**Q.** These are spin-polarised LDA runs for a spherical well that I fill one electron at a time. The addition energy jumps about in a way I can't read. What decides which rows are high, and why do the others sit so close together?

Spherical dot with N electrons, radks radial solver with Libxc, spin-polarised LDA (PW92), m-averaged shells, greedy filling. The Woods-Saxon well has depth 10.5 hartree*, radius 3.06 bohr*, edge 0.19 bohr* and no central charge (* effective atomic units). Chemical potential is E(N)-E(N-1), addition energy E(N+1)+E(N-1)-2E(N); levels are numbered by radial order.

```csv
electrons,chemical potential (hartree*),unpaired electrons,rms radius (bohr*),highest eigenvalue (hartree*),highest level,addition energy (hartree*)
1,-9.919,1,1.615,-9.713,1s up,n/a
2,-9.391,0,1.679,-9.179,1s up,0.9232
3,-8.467,1,1.793,-8.265,1p up,0.4105
4,-8.057,2,1.858,-7.848,1p up,0.4190
5,-7.638,3,1.903,-7.428,1p up,0.5296
6,-7.108,2,1.940,-6.911,1p down,0.3989
7,-6.710,1,1.970,-6.507,1p down,0.4055
8,-6.304,0,1.997,-6.100,1p up,0.9772
9,-5.327,1,2.031,-5.133,1d up,0.3884
10,-4.938,2,2.060,-4.744,1d up,0.3895
11,-4.549,3,2.085,-4.354,1d up,0.3898
12,-4.159,4,2.107,-3.964,1d up,0.3896
13,-3.769,5,2.127,-3.575,1d up,0.4901
14,-3.279,4,2.145,-3.090,1d down,0.3787
15,-2.901,3,2.162,-2.711,1d down,0.3798
16,-2.521,2,2.177,-2.331,1d down,0.3802
17,-2.141,1,2.192,-1.950,1d down,0.3802
18,-1.760,0,2.205,-1.570,1d up,1.036
19,-0.7243,1,2.222,-0.5398,1f up,0.3689
20,-0.3554,2,2.237,-0.1709,1f up,n/a
```

**A.** Fix the symbols first. N is the number of electrons and E(N) the total energy. The chemical potential is μ(N) = E(N) − E(N−1), and the addition energy is A(N) = μ(N+1) − μ(N), the amount by which the next electron is harder to add than the last. Energies are in effective hartree and lengths in effective bohr, in which the carrier's mass, ħ and the screened charge squared are all 1. In a level name the letter gives the angular momentum l and the number counts states of that l in radial order, so 1p is the lowest p level.

Now read A beside the highest level. The rows fall into three classes. The largest values are at N = 2, 8 and 18, where 1s, 1p and 1d are full. Smaller peaks stand at N = 5 and 13, where 1p and 1d are half full, and N = 1 belongs with them, since −9.391 − (−9.919) = 0.528. All other values lie between 0.37 and 0.42. The simplest reading is a sum: A = U + Δ + X. U is a charging energy paid every time, Δ is a level gap paid when the next electron opens a new shell, and X is an exchange step paid when it must start on the other spin. Nothing was fitted to get these parts. Each peak's excess is its height above the mean of its two ordinary neighbours, with N = 3 alone serving for N = 1 and 2. The arithmetic is in the output printed after this exchange.

**Q.** Then begin with U. Is it just the capacitance of the dot?

**A.** A small metal sphere is a fair analogy for its size and its steadiness. A conductor of radius R holding N charges has energy N²/(2R), whose second difference is 1/R, here 1/3.06 = 0.327. Averaged over each subshell, the ordinary rows have U·R between 1.27 and 1.13, so the scale is right and the values are higher, as they should be for charge that lies inside the wall instead of on it. Of the whole rise of μ from N = 1 to 20, what is left after subtracting the peak excesses is 78 %, so charging dominates the filling.

The analogy ends there. A metal sphere has a continuum of levels, no spin and a fixed radius, so it gives neither kind of peak, and its U would not drift. Here the plateau means fall from 0.415 in 1p up to 0.369 in 1f up, while the rms radius grows. A larger cloud repels less, and the product U × rms radius is steadier than U in the later shells, 0.81 to 0.82, though it is 0.76 in 1p up. Nor is U the average repulsion of a pair. In the N = 19 run the Hartree energy is 75.93, and 2 × 75.93/19² = 0.421, above A(19) by 0.052. If exchange-correlation energy scales as N^(4/3), its curvature covers only about 0.01 of that, and the spin alignment treated below covers slightly less again. Electrostatics argues for the remainder: the new electron enters the outermost orbital, and the others shift away from it.

**Q.** The radius hardly grows, though. Twenty times the electrons, and it goes from 1.615 to 2.237.

**A.** That is an end-point exponent of 0.11, against 1/3 for matter at constant density. The wall fixes the volume, so the density rises instead, and the rms radius, though still growing at N = 20, is below the 2.37 of a uniformly filled sphere of radius R. The growth per electron never increases except at N = 3, 9 and 19. Those are the first electrons of 1p, 1d and 1f, which the centrifugal term l(l+1)/(2r²) keeps further out than the shells before them.

**Q.** How do I know the large peaks are level gaps and not something else that happens at a closed shell?

**A.** N = 18 can be checked. The neighbours give a baseline of (0.3802 + 0.3689)/2 = 0.375, so the excess is 1.036 − 0.375 = 0.661. The N = 19 run lists its orbital energies, and the gap from 1d to 1f, each averaged over the two spins, is 0.657. The two agree to within 1 % of the gap. Both come from the same functional, so this confirms the book-keeping and says nothing of the accuracy of LDA. It does show that nothing sizeable is left over at that closure. The "up" printed for N = 2, 8 and 18 means nothing, as the spins are degenerate in those rows.

For why the gaps have this size, take one estimate without parameters: an empty sphere with a hard wall at R = 3.06. Inside, the radial function is the spherical Bessel function j_l(kr), which must vanish at R. So kR = x, a zero of j_l, and the level lies x²/(2R²) above the bottom. For 1s, x = π, and π²/(2 × 3.06²) = 9.870/18.73 = 0.527. The same steps give 1.078, 1.774 and 2.608 for 1p, 1d and 1f. The gaps are 0.551, 0.696 and 0.834, growing with l, and the excesses are 0.513, 0.580 and 0.661, in the same order.

**Q.** The estimate gets worse as the dot fills. The excess is 0.93 of the hard-wall gap at N = 2 and only 0.79 at N = 18.

**A.** Yes, and the failure points to the physics. The estimate has no repulsion, and this well has no neutralising positive background. For N charges spread evenly over a sphere, the potential energy at the centre exceeds that at the edge by N/(2R), about 3 for N = 19. That crude figure is several times any level gap, so the electrons rearrange outwards, and the floor of the well becomes a hump in the middle with a trough near the wall. States of low l have more weight at the centre and are raised more, which squeezes the ladder 1s, 1p, 1d, 1f.

The N = 19 run shows two signs of it. Its 1s orbital has a mean radius of 1.98, against R/2 = 1.53 for any s state in the empty hard-wall sphere. Its 1s–1p gap is 0.315, against the excess of 0.513 at N = 2. That second comparison is within one and the same well, so it isolates the effect of the added electrons, apart from the rough baseline at N = 2. The ratios to the hard wall do not: the soft edge and the finite depth also move levels, by amounts that may change as the dot fills. How the shortfall divides between repulsion and the shape of the wall is untested.

**Q.** I expected a closed shell at 20, with 2s filling after 1d. The last row has two unpaired electrons.

**A.** In the empty hard sphere you would be right. The 2s zero is x = 2π, so the level is 4 × 0.527 = 2.108, which is 0.499 below 1f. In the N = 19 run the order is reversed: 1f up is at −0.5398 and the empty 2s up at −0.3951, higher by 0.145. So electrons 19 and 20 both enter 1f with parallel spins, and A(19) = 0.3689 is an ordinary plateau value.

The hump explains this too. The 1s state can escape it by moving out, but 2s must stay orthogonal to 1s and keeps an inner lobe. Its mean radius in that run is 1.52, against 2.32 for 1f, so it sits where the repulsion is greatest. The radii and the order are results, for N = 19 only; that central repulsion is the cause is argued from them. For neighbouring cases the rule follows from scaling. Gaps go as 1/R² and repulsion as 1/R, so a smaller dot moves towards the empty-well order and a larger one away from it, and a positive central charge pulls s levels down.

**Q.** The filling is a greedy search. Could a state with 2s occupied lie lower?

**A.** It isn't excluded, but there is an argument against it at N = 19. Move a fraction of the electron from 1f to 2s. The energy changes at a rate equal to the eigenvalue difference, +0.145 at the start. The Hartree part makes that rate grow by U_ss + U_ff − 2U_sf, where the U's are the Coulomb integrals between the two orbital densities, and this combination is the self-energy of their difference and cannot be negative. Local exchange works the other way, more strongly for a compact orbital, so only the total energy of that configuration would settle it.

**Q.** And the small peaks? Why are they about 0.11 to 0.12 each, when the spin is 1, 3 and 5?

**A.** First the spin itself. Let M be the number of unpaired electrons. Parallel electrons avoid each other, which lowers the energy by roughly I·M²/4, with I an exchange constant. Within a degenerate shell alignment costs no orbital energy, so M is as large as the shell allows, which is Hund's first rule, and the count matches all twenty rows. It is the state that this search found in LDA.

Take second differences of −I·M²/4. On a plateau M runs M−1, M, M+1, which gives −I/2. At a closure it runs 1, 0, 1, again −I/2, which is why the spin-averaged gap was the one to compare. At half filling both neighbours have M−1, which gives I(M − 1/2). The excess over the plateau is X = I·M, the splitting between the up and down levels. For N = 13, X = 0.4901 − (0.3896 + 0.3787)/2 = 0.1059 and I = 0.1059/5 = 0.0212. For N = 5, I = 0.040.

So I falls as the dot fills. M isn't the reason, since the N = 19 run has M = 1 and a still smaller I, 0.0165. The local exchange potential for spin σ goes as −n_σ^(1/3). For small polarisation the splitting goes as the spin density M/V times n^(−2/3), with n = N/V and V the volume, so I ∝ N^(−2/3) V^(−1/3). At fixed volume I·N^(2/3) should be constant, and it is 0.118 or 0.117 at N = 1, 5 and 13 and for the 1f splitting of 0.0165 at N = 19. Then X ∝ M/N^(2/3), which is 1.0, 1.0 and 0.9 for the three peaks. It also shows why closed shells stay unpolarised: promoting one electron at N = 8 gives M = 2 and gains I, about 0.03, against a gap of 0.58.

**Q.** Agreement to 1 % from so rough a step makes me suspicious.

**A.** It should. If the rms radius stands for V^(1/3), the product drifts from 0.19 to 0.26. The linear step is not valid at N = 1, which is fully polarised, and that row borrows its baseline from a p shell. A single I is also too simple: at N = 19 the splitting runs from 0.0064 for 2s to 0.0165 for 1f, following the overlap with the unpaired 1f electron. Keep the direction and the rough power, and treat the third digit as partly cancellation.

**Q.** The highest eigenvalue is never equal to μ. Is something wrong?

**A.** No, it is how LDA behaves. By Janak's theorem the derivative of E with respect to an occupation f is the eigenvalue ε, so μ is the mean of ε as f goes from 0 to 1. If ε rises linearly by U on the way, then ε − μ = U/2 at the end. At N = 10, −4.744 − (−4.938) = 0.194, and half the 1d up plateau is 0.195. The ratio lies between 0.97 and 1.01 for N = 3 to 20. With the exact functional the two columns would coincide. At N = 1 there is no second electron, and the 0.206 is self-interaction error. In practice, take μ from total energies, or lower the eigenvalue by U/2.

**Q.** One irregularity remains. Inside 1p the addition energy rises, 0.4105 to 0.4190 and 0.3989 to 0.4055, although the cloud is growing.

**A.** Those rises are far above the rounding, and they mean that U falls as a staircase between subshells and not as a slope. My guess is that the negative curvature from local exchange, which goes as n_σ^(−2/3), weakens as a spin channel fills and offsets the growth in size. The effect would be strongest at small N, as seen, but no column tests it. The spread of about 0.0015 within each 1d plateau is small enough to depend on numerical settings, and I give it no cause. Don't read the flatness as physics either. Each electron of an open subshell is spread evenly over all m, so deformation and orbital ordering, which act in just these rows, are forbidden by construction.

**Q.** What happens after twenty?

**A.** One more plateau step gives μ(20) + A(19) = −0.3554 + 0.3689 = +0.014. That is an extrapolation, and it lands closer to zero than the plateau has dropped over a pair of subshells, so its sign can't be trusted. The eigenvalue is clearer: one more step from the last row puts it at −0.1709 + 0.3689 = +0.198, well above zero, so in LDA a whole twenty-first electron in 1f should not be stable. It could still be trapped for a time, because outside the well the other twenty repel it by about 20/r, and that makes a barrier. Much of the eigenvalue's height above zero comes from the U/2 by which LDA places the level too high, so it doesn't decide the matter for a better functional. The question left open is whether this well binds a twenty-first electron once self-interaction is removed, and, in a well deep enough to go on, whether 2s stays above 1f up to half filling at N = 25 or cuts into the shell before it.

Printed output of the fit:

```
energies in hartree*, lengths in bohr*; rounding 0.0005 in mu and rms; max |A - step in mu| = 0.0009
 N level    unpaired Hund  addition  eig-mu  (eig-mu)/(U/2)  rms step
 1 1s up        1     1    0.5280   0.2060          -            -
 2 1s up        0     0    0.9232   0.2120          -        0.064
 3 1p up        1     1    0.4105   0.2020       0.97        0.114
 4 1p up        2     2    0.4190   0.2090       1.01        0.065
 5 1p up        3     3    0.5296   0.2100       1.01        0.045
 6 1p down      2     2    0.3989   0.1970       0.98        0.037
 7 1p down      1     1    0.4055   0.2030       1.01        0.030
 8 1p up        0     0    0.9772   0.2040       1.01        0.027
 9 1d up        1     1    0.3884   0.1940       1.00        0.034
10 1d up        2     2    0.3895   0.1940       1.00        0.029
11 1d up        3     3    0.3898   0.1950       1.00        0.025
12 1d up        4     4    0.3896   0.1950       1.00        0.022
13 1d up        5     5    0.4901   0.1940       1.00        0.020
14 1d down      4     4    0.3787   0.1890       1.00        0.018
15 1d down      3     3    0.3798   0.1900       1.00        0.017
16 1d down      2     2    0.3802   0.1900       1.00        0.015
17 1d down      1     1    0.3802   0.1910       1.01        0.015
18 1d up        0     0    1.0360   0.1900       1.00        0.013
19 1f up        1     1    0.3689   0.1845       1.00        0.017
20 1f up        2     2         -   0.1845       1.00        0.015
plateau 1p up   U=0.4147 spread=0.0085 U*R=1.27 U*rms=0.76
plateau 1p down U=0.4022 spread=0.0066 U*R=1.23 U*rms=0.79
plateau 1d up   U=0.3893 spread=0.0014 U*R=1.19 U*rms=0.81
plateau 1d down U=0.3797 spread=0.0015 U*R=1.16 U*rms=0.82
plateau 1f up   U=0.3689 spread=0.0000 U*R=1.13 U*rms=0.82
hard-wall levels above bottom: 1s 0.527, 1p 1.078, 1d 1.774, 2s 2.108, 1f 2.608; mu(1)+depth 0.581
closure N=2: excess 0.513, hard-wall 1s-1p gap 0.551, ratio 0.93, same gap in N=19 run 0.315
closure N=8: excess 0.580, hard-wall 1p-1d gap 0.696, ratio 0.83, same gap in N=19 run 0.501
closure N=18: excess 0.661, hard-wall 1d-1f gap 0.834, ratio 0.79, same gap in N=19 run 0.657
N=19: 1d down to 1f up 0.641; 2s-1f up 0.145 (hard wall -0.499); 2s-1d up 0.801 (hard wall 0.334)
N=19 mean radii: 1s 1.98, 2s 1.52, 1f 2.32; hard-wall s states R/2 = 1.53
N=19 spin splittings: 1s 0.0135, 1p 0.0150, 1d 0.0159, 1f 0.0165, 2s 0.0064
N=1 half-filling excess 0.1175, per unpaired I=0.1175, I*N^(2/3)=0.118, times rms 0.19
N=5 half-filling excess 0.1206, per unpaired I=0.0402, I*N^(2/3)=0.118, times rms 0.22
N=13 half-filling excess 0.1059, per unpaired I=0.0212, I*N^(2/3)=0.117, times rms 0.25
N=19 1f splitting 0.0165, per unpaired I=0.0165, I*N^(2/3)=0.117, times rms 0.26
N=19: 2E_H/N^2 = 0.421, U = 0.369, difference 0.052; xc curvature if E_xc~N^(4/3): -0.011; U*<r>1f = 0.85
rise of mu, N=1 to 20: 9.564 = gaps 1.754 (18%) + exchange steps 0.344 (4%) + charging 7.465 (78%)
rms ratio N=20/N=1 1.385, end-point exponent 0.109 (constant density 0.333); uniform sphere of R: rms 2.370
mu(20) plus one more step of size A(19): +0.014 (extrapolation only)
```
